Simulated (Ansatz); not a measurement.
## Errors in the atomisation enthalpy at 298 K

6 molecules with halogens; the atomisation enthalpy at 298 K in kJ/mol, computed less measured. Shapes, held fixed at every level: PBE0-D4/def2-TZVP. Flexible molecules stand in one conformer, not always the lowest. Thermal terms are harmonic and unscaled (PBE0-D4/def2-TZVP); the spin-orbit lowering of the free atoms is taken from their spectra. Programs: Ansatz 0.2.0. Measured values: Active Thermochemical Tables, CRC Handbook of Chemistry and Physics, NIST-JANAF tables.

Levels: A = HF/def2-SVP; B = SPW92/def2-TZVPP; C = B2PLYP/def2-TZVPP; D = MP2/def2-TZVPP.

```
                                   molecule  from tabulated heats      A     B    C    D
                   BCl3 (boron trichloride)                  1337   -307  +245  -21  +40
             CBr3Cl (tribromochloromethane)                  1121   -591  +331  -61  +35
                  CClF3 (SMILES FC(F)(F)Cl)                  1787   -639  +477  -33  +50
              CHBrF2 (bromodifluoromethane)                  1630   -568  +385  -24  +27
C2H2Br2Cl2 (1,2-dibromo-1,2-dichloroethane)                  2373   -834  +523  -50  +44
         Si(CH3)3Cl (chlorotrimethylsilane)                  5037  -1210  +615  -68  -80
```

Question: Sum up the errors.

Answer: 
```
            level                 kind  mean error  mean absolute error  worst case
      HF/def2-SVP         Hartree–Fock      -691.5                691.5  Si(CH3)3Cl
 SPW92/def2-TZVPP                  LDA      +429.3                429.3  Si(CH3)3Cl
B2PLYP/def2-TZVPP        double hybrid       -42.8                 42.8  Si(CH3)3Cl
   MP2/def2-TZVPP  perturbation theory       +19.3                 46.0  Si(CH3)3Cl
```

On this set B2PLYP/def2-TZVPP has the smallest mean absolute error and HF/def2-SVP the largest. HF/def2-SVP is too low in 6 of 6; SPW92/def2-TZVPP is too high in 6 of 6; B2PLYP/def2-TZVPP is too low in 6 of 6; MP2/def2-TZVPP is too high in 5 of 6. The heats of C2H2Br2Cl2, Si(CH3)3Cl come from older tables and can be uncertain by 10 kJ/mol or more. The molecules' own spin-orbit binding is left out, so errors for heavy halides read too negative. The tabulated value of BCl3 is in doubt (older tables, estimates, or at odds with other calculations) and kept here. Over the 5 molecules whose values aren't doubted the mean absolute errors are A 768.4; B 466.2; C 47.2; D 47.2. The smallest two are near a tie. For HF/def2-SVP and SPW92/def2-TZVPP the error grows with the size of the molecule. Hartree–Fock lacks correlation and underbinds. Correlated wave functions converge slowly with the basis. Relativity is left out for Br. Outer-core shells of Br are correlated in most correlated rows, in sets that cover them unevenly. The set is small.

The opposite signs of the Hartree-Fock and LDA errors reflect how each treats electrons that pair up on bonding. Hartree-Fock misses the correlation gained when atoms with unpaired electrons form bonds, and its small basis probably deepens the deficit. LDA overbinds chiefly because its exchange error is larger in the separated atoms than in the molecule. Size alone doesn't set these errors: Si(CH3)3Cl has the largest in absolute terms, yet relative to its atomisation enthalpy both are well below those of CBr3Cl, where weak bonds join atoms rich in lone pairs.

MP2's small mean error comes from cancellation, with +50 for CClF3 set against -80 for Si(CH3)3Cl. This suggests that second-order theory overestimates correlation among crowded halogen lone pairs but recovers too little for the many C–H and Si–C bonds. A larger basis would normally strengthen the computed binding, so it would probably help B2PLYP throughout but worsen MP2 for the halomethanes. These errors don't carry over to reaction enthalpies that conserve bond types, where much of them should cancel.
